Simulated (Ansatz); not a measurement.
# Sb: energy change per atom and pressure against volume scale

All results are calculated (Ansatz 0.2.0). Plane-wave DFT, scalar-relativistic PAW made under PBE with cores redone for the functional, no dispersion; the given relaxed cell is scaled uniformly, energy at zero smearing counts from the unscaled cell, pressure at the given Fermi-Dirac smearing is positive in compression.

The cell before it is scaled or strained (space group Im-3m, No. 229):
```
cell vectors (Å)
  -1.9562     1.9562     1.9562
   1.9562    -1.9562     1.9562
   1.9562     1.9562    -1.9562
atoms (fractions of the cell vectors)
Sb  0.00000  0.00000  0.00000
```

Settings of every row: spin polarised no; functional BLYP; wave cutoff 420 eV; smearing width 0.1 eV; k mesh 13x13x13.

Atom starting moment: 0 on all atoms.

Limits: the cell comes from a prototype or a list of computed structures and needn't be the stable phase.

| row | volume scale | V (Å³/atom) | energy change per atom (meV) | pressure (GPa) |
| --- | --- | --- | --- | --- |
| 1 | 0.88 | 26.35 | 80.97 | 7.94 |
| 2 | 0.92 | 27.548 | ? | ? |
| 3 | 0.96 | 28.746 | 8.55 | 2.23 |
| 4 | 1.04 | 31.141 | 5 | -1.43 |
| 5 | 1.08 | 32.339 | 20.82 | -2.73 |
| 6 | 1.12 | 33.537 | 45.34 | -3.78 |

Question: what energy change per atom and pressure should row 2 give?

Worked fit of energy change per atom. Take u = (V_r/V)^(2/3) − 1 with V_r = 31.141 Å³ an atom, which is twice the finite (Eulerian) strain; such expansions in the strain, on which the Birch-Murnaghan equation of state is built, carry the rest volume and the bulk modulus. The shown rows have u = 0.11781, 0.0548, 0, -0.02485, -0.04821. Least squares give energy change per atom = 4.668 − 415.335 × u + 9013.6 × u² meV; a straight line predicts inner rows, each left out in turn, worse (root mean square 30 against 0.71 meV). The rows lie off it by 0.13, -0.43, 0.33, 0.26, -0.30 (root mean square 0.31 meV). The withheld row has u = 0.08516, so the fit gives 4.668 − 415.335 × (0.08516) + 9013.6 × (0.08516)² = 34.67 meV.

The calculation gave 34.16 meV. The fit lies 0.51 meV (1.5 % of the value, 0.67 % of the column's range) above it; its largest miss of a shown row is 0.43 meV.

Worked fit of pressure. Take u = (V_r/V)^(2/3) − 1 with V_r = 31.141 Å³ an atom, which is twice the finite (Eulerian) strain; such expansions in the strain, on which the Birch-Murnaghan equation of state is built, carry the rest volume and the bulk modulus. The shown rows have u = 0.11781, 0.0548, 0, -0.02485, -0.04821. Least squares give pressure = −1.448 + 57.144 × u + 190.77 × u² GPa; a straight line predicts inner rows, each left out in turn, worse (root mean square 0.64 against 0.044 GPa). The rows lie off it by 0.01, -0.03, 0.02, 0.02, -0.02. The pressure vanishes at u = 0.0235, or V = 30.07 Å³ an atom, and there the bulk modulus at fixed shape and fractions is B = −V dP/dV = (2/3)(1 + u) dP/du = 45.1 GPa. The withheld row has u = 0.08516, so the fit gives −1.448 + 57.144 × (0.08516) + 190.77 × (0.08516)² = 4.80 GPa.

The calculation gave 4.77 GPa. The fit lies 0.03 GPa (0.26 % of the column's range) above it; its largest miss of a shown row is 0.03 GPa.
